All-electron Dirac Kohn-Sham calculation with Quantum ESPRESSO ld1.x 7.5 for W1.75+ (Z = 74): LDA (Slater exchange, VWN5 correlation), no spin polarisation, spherical densities, point nucleus. The listed levels are full except 3d3/2 (3.7 electrons), 3d5/2 (5.55), 5d3/2 (1.6), 5d5/2 (2.4) and 6s1/2 (1). Eigenvalues are negative for bound levels.

## Program and output

```python
# Table: Dirac Kohn-Sham levels (eigenvalue, <r>, <1/r>) of W1.75+ (0.75 hole in 3d), QE ld1.x, LDA-VWN5, point nucleus.
# Tested: hydrogenic Dirac charges from energy vs size, virial split eps=-K+S, spin-orbit charge; rival: power law in <r>.
T = {
    'level': ['1s1/2', '2s1/2', '2p1/2', '2p3/2', '3s1/2', '3p1/2', '3p3/2', '3d3/2', '3d5/2', '4s1/2', '4p1/2', '4p3/2', '4d3/2', '4d5/2', '5s1/2', '5p1/2', '4f5/2', '5p3/2', '4f7/2', '5d3/2', '5d5/2', '6s1/2'],
    'level_filled': ['yes', 'yes', 'yes', 'yes', 'yes', 'yes', 'yes', 'yes', 'yes', 'yes', 'yes', 'yes', 'yes', 'yes', 'yes', 'yes', 'yes', 'yes', 'yes', 'yes', 'yes', 'yes'],
    'eigenvalue': [-69417, -12035, -11516, -10164, -2806.1, -2576.0, -2281.2, -1895.1, -1830.7, -596.31, -500.18, -431.1, -272.88, -260.02, -98.772, -69.599, -60.034, -59.116, -57.577, -21.35, -20.384, -19.034],  # eV
    'mean_radius': [0.01835, 0.07696, 0.06366, 0.0716, 0.2001, 0.19, 0.2046, 0.1788, 0.1833, 0.4471, 0.4515, 0.4846, 0.499, 0.5103, 1.051, 1.151, 0.5785, 1.251, 0.5872, 1.752, 1.807, 2.722],  # bohr
    'mean_inverse_radius': [87.06, 21.19, 21.15, 17.77, 7.801, 7.72, 6.842, 6.74, 6.533, 3.292, 3.185, 2.875, 2.669, 2.595, 1.288, 1.162, 2.17, 1.053, 2.139, 0.7424, 0.718, 0.4675],  # 1/bohr
}
import numpy as np
from scipy.constants import alpha as a, physical_constants as pc
from scipy.optimize import brentq
H = pc['Hartree energy in eV'][0]; c2 = 1/a**2
L = list(T['level']); e = dict(zip(L, T['eigenvalue'])); r = dict(zip(L, T['mean_radius'])); ri = dict(zip(L, T['mean_inverse_radius']))
# further output of the same calculation: small-component norms, <r^-3> (bohr^-3), E_H, E_xc (hartree), sum <1/r>
nm = '1s1 2s1 2p1 2p3 3s1 3p1 3p3 3d3 3d5 4s1 4p1 4p3 4d3 4d5 4f5 4f7 5s1 5p1 5p3 5d3 5d5 6s1'.split()
sv = [0.077833,0.01764,0.017717,0.015996,0.0058421,0.0057914,0.0052956,0.0051851,0.0050484,0.0019433,0.001856,
      0.0016602,0.0014722,0.0014202,0.0010423,0.0010199,0.00044559,0.00037072,0.00031771,0.00016171,0.00015203,7.128e-05]
s = {k+'/2': v for k, v in zip(nm, sv)}
r3 = {'2p':[16322.2],'3p':[3722.23],'4p':[872.12],'5p':[130.1],'3d':[645.39,548.98],'4d':[133.41,111.01],'5d':[10.342,8.3713],'4f':[21.24,20.242]}
EH, EXC, RINV = 6222.499, -312.91, 542.81
def q(k):
    n, l, j2 = int(k[0]), 'spdf'.index(k[1]), int(k[2])
    return n, l, j2, (-(l+1) if j2 == 2*l+1 else l)
def hyd(Z, k):
    n, l, j2, ka = q(k); g = np.sqrt(ka*ka-(Z*a)**2); nr = n-abs(ka); N = np.sqrt(n*n-2*nr*(abs(ka)-g))
    return c2*((nr+g)/N-1), ((3*N*N-ka*ka)*(nr+g)/N-ka)/(2*Z)
inv = lambda Z, k: -(hyd(Z+1e-3, k)[0]-hyd(Z-1e-3, k)[0])/2e-3
occ = {k: (q(k)[2]+1)*{'3d':0.925,'5d':0.4,'6s':0.5}.get(k[:2], 1) for k in L}
fl = lambda x: 0.5*10**(np.floor(np.log10(abs(x)))-4)
x = np.log([r[k] for k in L]); y = np.log([-e[k] for k in L]); p = np.polyfit(x, y, 1)
pw = dict(zip(L, np.exp(y-np.polyval(p, x))))
ZE, ZI, ZR, K, S = {}, {}, {}, {}, {}
print('level Z(eps) Z(1/r) Z(r) | K eV, S eV, S/K | -Ehyd(Z(1/r))/K, Ehyd(Z(1/r))/eps | table/powerlaw')
for k in L:
    ZE[k] = brentq(lambda Z: hyd(Z, k)[0]*H-e[k], 0.5, 130)
    ZI[k] = brentq(lambda Z: inv(Z, k)-ri[k], 0.5, 130)
    ZR[k] = brentq(lambda Z: hyd(Z, k)[1]-r[k], 0.5, 130)
    K[k] = 2*c2*s[k]*H; S[k] = e[k]+K[k]; Eh = hyd(ZI[k], k)[0]*H
    print(f'{k} {ZE[k]:5.1f} {ZI[k]:5.1f} {ZR[k]:5.1f} | {K[k]:7.0f} {S[k]:6.0f} {S[k]/K[k]:.3f} | {-Eh/K[k]:.2f} {Eh/e[k]:5.2f} | {pw[k]:.2f}')
m = np.array([k[:2] != '4f' for k in L]); p2 = np.polyfit(x[m], y[m], 1); f2 = np.exp(y-np.polyval(p2, x))
w = sorted(L, key=lambda k: -abs(np.log(pw[k])))[:3]
print(f'power law |eps|~<r>^{p[0]:.2f}, rms factor {np.exp(np.std(np.log(list(pw.values())))):.2f}, worst {w}')
print(f'diagnostic fit without 4f: slope {p2[0]:.2f}, rms factor {np.exp(np.std(np.log(f2[m]))):.2f}, 4f table/fit {np.round(f2[~m],2)}')
print(f'rounding: eps and K about 1e-5..5e-5 relative (1s eps {fl(e["1s1/2"]):.1f} eV), <r>, <1/r> up to 5e-4')
sr = sum(occ[k]*ri[k] for k in L); sS = sum(occ[k]*S[k] for k in L)/H
print(f'electrons {sum(occ.values()):.2f}; sum occ<1/r> {sr:.1f} vs {RINV} 1/bohr; as potential at nucleus {sr*H:.0f} eV, less 1s {(sr-2*ri["1s1/2"])*H:.0f} eV')
print(f'sum occ*S {sS:.1f} Ha; E_H+E_xc/3 {EH+EXC/3:.1f} Ha (diff {100*(sS/(EH+EXC/3)-1):.2f}%); xc share {100*EXC/3/sS:.1f}%')
print('doublet: split eV (floor), % of |eps|, Z_so, hydrogenic split at mean Z(1/r) eV, table/hyd, table/bare Z=74')
zso = {}
for d in r3:
    l = 'spdf'.index(d[1]); lo, hi = f'{d}{2*l-1}/2', f'{d}{2*l+1}/2'; D = e[hi]-e[lo]
    zso[d] = D/H/(0.5*a*a*(l+0.5)*np.mean(r3[d])); Zm = (ZI[lo]+ZI[hi])/2
    h = lambda Z: (hyd(Z, hi)[0]-hyd(Z, lo)[0])*H
    print(f'{d}: {D:.3f} ({fl(e[lo])+fl(e[hi]):.3f}) {-100*D/e[hi]:.1f}% Z_so {zso[d]:.1f} hyd {h(Zm):.3f} {D/h(Zm):.2f} {D/h(74):.3f}')
print('gap s1/2-p1/2 eV, ratio to p doublet:', [(n, round(e[f'{n}p1/2']-e[f'{n}s1/2'],1), round((e[f'{n}p1/2']-e[f'{n}s1/2'])/(e[f'{n}p3/2']-e[f'{n}p1/2']),2)) for n in (2,3,4,5)])
print('<r> p1/2 over s1/2, n=2..5:', [round(r[f'{n}p1/2']/r[f'{n}s1/2'],3) for n in (2,3,4,5)], 'd3/2 over p3/2, n=3..5:', [round(r[f'{n}d3/2']/r[f'{n}p3/2'],3) for n in (3,4,5)])
print(f'4s->4f5/2: d eps {e["4f5/2"]-e["4s1/2"]:.0f}, dK {K["4f5/2"]-K["4s1/2"]:.0f}, dS {S["4f5/2"]-S["4s1/2"]:.0f} eV; eps ratio {e["4s1/2"]/e["4f5/2"]:.1f}, <r> ratio 4f/4s {r["4f5/2"]/r["4s1/2"]:.2f}')
print(f'4f5/2 vs 5p3/2: gap {e["5p3/2"]-e["4f5/2"]:.3f} eV, <r> ratio {r["5p3/2"]/r["4f5/2"]:.2f}, K ratio {K["4f5/2"]/K["5p3/2"]:.2f}, gap/K(4f) {100*(e["5p3/2"]-e["4f5/2"])/K["4f5/2"]:.2f}%')
print(f'5p3/2->4f7/2 {e["4f7/2"]-e["5p3/2"]:.3f} eV; 5d5/2->6s {e["6s1/2"]-e["5d5/2"]:.3f} eV, <r> ratio {r["6s1/2"]/r["5d5/2"]:.2f}; 1s/6s eps {e["1s1/2"]/e["6s1/2"]:.0f}, <r> {r["6s1/2"]/r["1s1/2"]:.0f}')
assert all(ZE[k] < ZI[k] < 74 for k in L)
assert e['5p1/2'] < e['4f5/2'] < e['5p3/2'] < e['4f7/2'] and r['4f7/2'] < r['5s1/2']
assert abs(sr/RINV-1) < 1e-3 and abs(sS/(EH+EXC/3)-1) < 3e-3
assert zso['4f'] < min(zso[d] for d in ('3d','4d','5d')) and max(zso[d] for d in ('3d','4d','5d')) < min(zso[d] for d in ('2p','3p','4p','5p'))
```

Output:

```
level Z(eps) Z(1/r) Z(r) | K eV, S eV, S/K | -Ehyd(Z(1/r))/K, Ehyd(Z(1/r))/eps | table/powerlaw
1s1/2  69.0  73.5  73.3 |   79545  10128 0.127 | 1.00  1.15 | 0.56
2s1/2  57.7  70.2  70.1 |   18028   5993 0.332 | 1.02  1.53 | 1.36
2p1/2  56.6  70.1  69.3 |   18107   6591 0.364 | 1.01  1.59 | 0.92
2p3/2  54.4  68.8  68.1 |   16348   6184 0.378 | 1.00  1.61 | 1.00
3s1/2  42.5  62.5  63.3 |    5971   3165 0.530 | 1.05  2.23 | 1.83
3p1/2  40.8  62.0  61.6 |    5919   3343 0.565 | 1.04  2.39 | 1.52
3p3/2  38.7  59.6  59.8 |    5412   3131 0.578 | 1.01  2.39 | 1.55
3d3/2  35.3  58.8  57.4 |    5299   3404 0.642 | 1.00  2.80 | 1.00
3d5/2  34.8  58.2  56.8 |    5159   3329 0.645 | 1.00  2.81 | 1.01
4s1/2  26.4  49.8  51.9 |    1986   1390 0.700 | 1.09  3.63 | 1.70
4p1/2  24.2  48.3  49.4 |    1897   1397 0.736 | 1.07  4.07 | 1.45
4p3/2  22.5  45.2  46.9 |    1697   1266 0.746 | 1.03  4.07 | 1.42
4d3/2  17.9  42.1  41.7 |    1505   1232 0.819 | 1.01  5.56 | 0.95
4d5/2  17.5  41.2  41.0 |    1451   1191 0.821 | 1.00  5.58 | 0.94
5s1/2  13.5  31.6  35.2 |     455    357 0.783 | 1.21  5.56 | 1.35
5p1/2  11.3  28.6  31.4 |     379    309 0.816 | 1.18  6.45 | 1.12
4f5/2   8.4  34.6  31.0 |    1065   1005 0.944 | 0.96 16.96 | 0.27
5p3/2  10.4  26.2  29.1 |     325    266 0.818 | 1.15  6.33 | 1.11
4f7/2   8.2  34.2  30.6 |    1042    985 0.945 | 0.95 17.25 | 0.27
5d3/2   6.3  18.5  19.7 |     165    144 0.871 | 1.13  8.75 | 0.75
5d5/2   6.1  17.9  19.1 |     155    135 0.869 | 1.13  8.59 | 0.75
6s1/2   7.1  16.8  19.8 |      73     54 0.739 | 1.46  5.59 | 1.49
power law |eps|~<r>^-1.84, rms factor 1.65, worst ['4f7/2', '4f5/2', '3s1/2']
diagnostic fit without 4f: slope -1.79, rms factor 1.34, 4f table/fit [0.24 0.23]
rounding: eps and K about 1e-5..5e-5 relative (1s eps 0.5 eV), <r>, <1/r> up to 5e-4
electrons 72.25; sum occ<1/r> 542.8 vs 542.81 1/bohr; as potential at nucleus 14771 eV, less 1s 10033 eV
sum occ*S 6114.7 Ha; E_H+E_xc/3 6118.2 Ha (diff -0.06%); xc share -1.7%
doublet: split eV (floor), % of |eps|, Z_so, hydrogenic split at mean Z(1/r) eV, table/hyd, table/bare Z=74
2p: 1352.000 (1.000) 13.3% Z_so 76.2 hyd 1257.764 1.07 0.812
3p: 294.800 (0.100) 12.9% Z_so 72.9 hyd 210.404 1.40 0.594
4p: 69.080 (0.010) 16.0% Z_so 72.9 hyd 29.184 2.37 0.332
5p: 10.483 (0.001) 17.7% Z_so 74.1 hyd 1.674 6.26 0.099
3d: 64.400 (0.100) 3.5% Z_so 59.5 hyd 54.077 1.19 0.456
4d: 12.860 (0.010) 4.9% Z_so 58.1 hyd 5.787 2.22 0.214
5d: 0.966 (0.001) 4.7% Z_so 57.0 hyd 0.107 9.04 0.031
4f: 2.457 (0.001) 4.3% Z_so 46.7 hyd 1.321 1.86 0.085
gap s1/2-p1/2 eV, ratio to p doublet: [(2, 519, 0.38), (3, 230.1, 0.78), (4, 96.1, 1.39), (5, 29.2, 2.78)]
<r> p1/2 over s1/2, n=2..5: [0.827, 0.95, 1.01, 1.095] d3/2 over p3/2, n=3..5: [0.874, 1.03, 1.4]
4s->4f5/2: d eps 536, dK -921, dS -385 eV; eps ratio 9.9, <r> ratio 4f/4s 1.29
4f5/2 vs 5p3/2: gap 0.918 eV, <r> ratio 2.16, K ratio 3.28, gap/K(4f) 0.09%
5p3/2->4f7/2 1.539 eV; 5d5/2->6s 1.350 eV, <r> ratio 1.51; 1s/6s eps 3647, <r> 148
```
